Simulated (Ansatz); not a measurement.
# Ligand exchange: GaH(CH3)(NH2) + C3H7N → GaH2(NH2) + C4H9N

Species: GaH(CH3)(NH2), singlet; C3H7N (N-methylethenamine) `C=CNC`, singlet; GaH2(NH2), singlet; C4H9N `C=CNCC`, singlet. The partners trade CH3 for H: Ga–CH3 and C–H bonds give way to Ga–H and C–CH3.

Shapes, held fixed at every level: PBE0-D4/def2-TZVP. Flexible molecules stand in one conformer, not always the lowest. Programs: Ansatz 0.2.0. Electronic energies: no zero-point or thermal term.

| level | kind | ΔE (kJ/mol) | less CCSD(T)/def2-TZVPP |
| --- | --- | --- | --- |
| HF/def2-TZVPP | Hartree–Fock | +21.7 | -4.9 |
| PBE-D4/def2-TZVPP | GGA | +25.6 | -1.0 |
| r2SCAN-D4/def2-TZVPP | meta-GGA | +25.8 | -0.8 |
| B3LYP-D4/def2-TZVPP | global hybrid | +25.5 | -1.1 |
| wB97M-V/def2-TZVPP | range-separated hybrid | +24.7 | -1.9 |
| MP2/def2-TZVPP | perturbation theory | +29.3 | +2.7 |
| CCSD(T)/def2-TZVPP | coupled cluster or CI | +26.6 | 0.0 |

The highest level, CCSD(T)/def2-TZVPP, gives ΔE = +26.6 kJ/mol; the levels span +21.7 to +29.3. The column of differences is taken from that level and isn't an error. No measured value is set beside it here. Relativity is left out for Ga. Outer-core shells of Ga are correlated in most correlated rows, in sets that cover them unevenly.

Moving methyl from gallium to carbon in exchange for hydrogen is uphill at every level, so the preference for Ga–CH3 plus C–H over Ga–H plus C–CH3 doesn't hinge on the treatment of correlation. The likely main reason is bond polarity: carbon is more electronegative than hydrogen, so electropositive gallium gains more from binding methyl than a carbon centre does, while the C–H bond given up is typically stronger than the C–C bond formed. The Ga–N bond and the enamine unit are retained on both sides, so their contributions should largely cancel.

Hartree–Fock gives the smallest cost and MP2 the largest, with coupled cluster between them. Correlation therefore favours the methylgallium side on balance, and MP2 probably overstates that contribution. The density functionals all fall slightly below coupled cluster, and their close agreement suggests that this exchange is not very sensitive to the choice among them. The result concerns separate monomers and needn't carry over to condensed phases, where aminogallanes tend to associate through nitrogen bridges.
